Worked problem: Ioffe-Regel limit and minimum metallic conductivity in Ge:Sb

Statement

Uncompensated Ge:Sb has n = 1.5×10²³ m⁻³ (1.5×10¹⁷ cm⁻³), roughly the typical critical density of its metal-insulator transition; T → 0. Typical band data are ν = 4 L valleys, mₗ = 1.59 mₑ, mₜ = 0.082 mₑ. The static dielectric constant is ε = 16.2 (compiled value, Ioffe Institute, 300 K). Define a = n^(−1/3). Spin degeneracy 2 is included throughout. Find σ
(a) for one spherical valley at kF·l = 1;
(b) for Mott's variant, l = a with the density of states at EF reduced by an assumed factor g = 1/3;
(c) for the four ellipsoids with isotropic τ;
(d) in 2D, also for a Si(100) inversion layer (ν = 2).
(e) Size the neglected terms.

Solution

Insert n = kF³/(3π²) and l = ħkFτ/m into Drude's σ = ne²τ/m. The mass cancels:
σ = e²kF²l/(3π²ħ).
A wave scattered within a fraction of its wavelength has no well-defined k, so this picture needs kF·l ≳ 1 (Ioffe and Regel). Mott proposed that σ drops to zero discontinuously from a value near this limit.

(a) a = 18.82 nm, kF = (3π²)^(1/3)/a = 1.644×10⁸ m⁻¹ and l = 1/kF = 6.08 nm. With e²/ħ = 2.434×10⁻⁴ S, e²/(ħa) = 1.293×10⁴ S/m, and
σ = e²kF/(3π²ħ) = (3π²)^(−2/3) e²/(ħa) = 0.1045 e²/(ħa) = 1.35×10³ S/m.

(b) For l = a the coefficient is (3π²)^(−1/3) = 0.323. The Kubo-Greenwood formula holds the density of states twice, for initial and final states, so at fixed matrix element σ ∝ g²:
σ = 0.0359 e²/(ħa) = 4.6×10² S/m.

(c) An ellipsoid has no single kF, but for a sphere kF·l = 2EFτ/ħ, so we adopt τ = ħ/(2EF). Each ellipsoid holds n/ν electrons, giving EF = ħ²kv²/(2md) with kv = (3π²n/ν)^(1/3) = 1.036×10⁸ m⁻¹ and md = (mₗmₜ²)^(1/3) = 0.2203 mₑ. Hence EF = 2.97×10⁻²² J and τ = 1.77×10⁻¹³ s. Averaging the inverse mass tensor over the four ⟨111⟩ axes gives 1/mc = (1/mₗ + 2/mₜ)/3, mc = 0.1199 mₑ. Then
σ = ne²τ/mc = ν^(2/3)(md/mc) σ(a) = 2.520 × 1.837 × 1.35×10³ S/m = 6.3×10³ S/m.

(d) In 2D n = νkF²/(2π), so σ = ν(e²/h)kF·l. At kF·l = 1, independently of density, σ = e²/h = 3.87×10⁻⁵ S for one valley and 7.75×10⁻⁵ S (12.9 kΩ per square) for Si(100).

(e) For one valley without spin-orbit scattering or magnetic field, the standard weak-localisation term is δσ = −(2e²/(πħ)) ∫ dᵈq/((2π)ᵈq²) over 1/L < q < 1/l, with d the dimension, L the sample or dephasing length and the upper cutoff fixed only to order one. In 3D with L → ∞, δσ = −e²/(π³ħl), so δσ/σ = −(3/π)/(kF·l)² = −0.95 at the limit. In 2D δσ/σ = −(2/π) ln(L/l)/(kF·l), growing without bound. The Coulomb energy e²/(4πε₀εa) = 7.57×10⁻²² J is 2.5 times EF of (c). Both neglected effects rival those kept.

Reading the result

The model gives 5×10² to 6×10³ S/m, depending on the criterion and the valley counting. This is the scale where Boltzmann transport fails, and no lower bound: the scaling theory of Abrahams, Anderson, Licciardello and Ramakrishnan (1979) has σ(T = 0) vanish continuously at the 3D mobility edge. Typically Ge:Sb behaves so. Its low-temperature σ reaches thousands of S/m only when n exceeds the critical density by tens of per cent, so at the present n the model overshoots, by an order of magnitude or more very near the transition.